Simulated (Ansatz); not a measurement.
# BClFH3Si: structure from calculated spectroscopic constants

These gas-phase data were calculated for one isomer of BClFH3Si at PBE0-D3(BJ)/def2-SVP (harmonic, unscaled wavenumbers; equilibrium rotational constants with average atomic masses):

```
rotational constants            : 7.234, 2.495, 1.896 GHz
all wavenumbers above 1500 cm⁻¹ : 2595, 2229, 2226
```

Candidates:

(1) `FB([SiH3])Cl`, a singlet
(2) `FB[SiH2]Cl`, a singlet

Q: Assign the data to one candidate and say why.

A: Candidate (2). The band at 2595 cm⁻¹ lies where the B–H stretch is expected; (1) has no mode between 2350 and 2900 cm⁻¹.

The same quantities for all candidates:

```
     rotational constants (GHz)  wavenumbers above 1500 cm⁻¹  E above the lowest, PBE0-D3(BJ)/def2-SVP (kcal/mol)
(1)         6.108, 2.682, 1.905             2243, 2234, 2228                                                  0.0
(2)         7.234, 2.495, 1.896             2595, 2229, 2226                                                  7.6
```

Harmonic stretches to hydrogen usually lie a few per cent above observed fundamentals. Each candidate is one conformer. Programs: Ansatz 0.2.0.

The 2595 cm⁻¹ mode shows hydrogen on boron, and the pair at 2229 and 2226 cm⁻¹ fits the two stretches of an SiH2 group. In (1) all three hydrogens sit on silicon, so its stretches stay close together. The B–H stretch lies higher mainly because the bond to three-coordinate boron is shorter and stiffer than Si–H; the difference in reduced mass is minor. The rotational constants support the assignment independently: with chlorine on silicon rather than boron, the largest constant rises and the middle one falls, while the smallest barely changes and discriminates poorly.

The assigned isomer is the less stable one, by 7.6 kcal/mol, which does not count against a structural assignment. The preference for (1) probably owes much to chlorine lone-pair donation into the formally empty boron p orbital, alongside that from fluorine, though the energy difference also contains the exchange of B–H and Si–Cl bonds for B–Cl and Si–H. It says nothing about the barrier to rearrangement, and hence about how long (2) would persist.
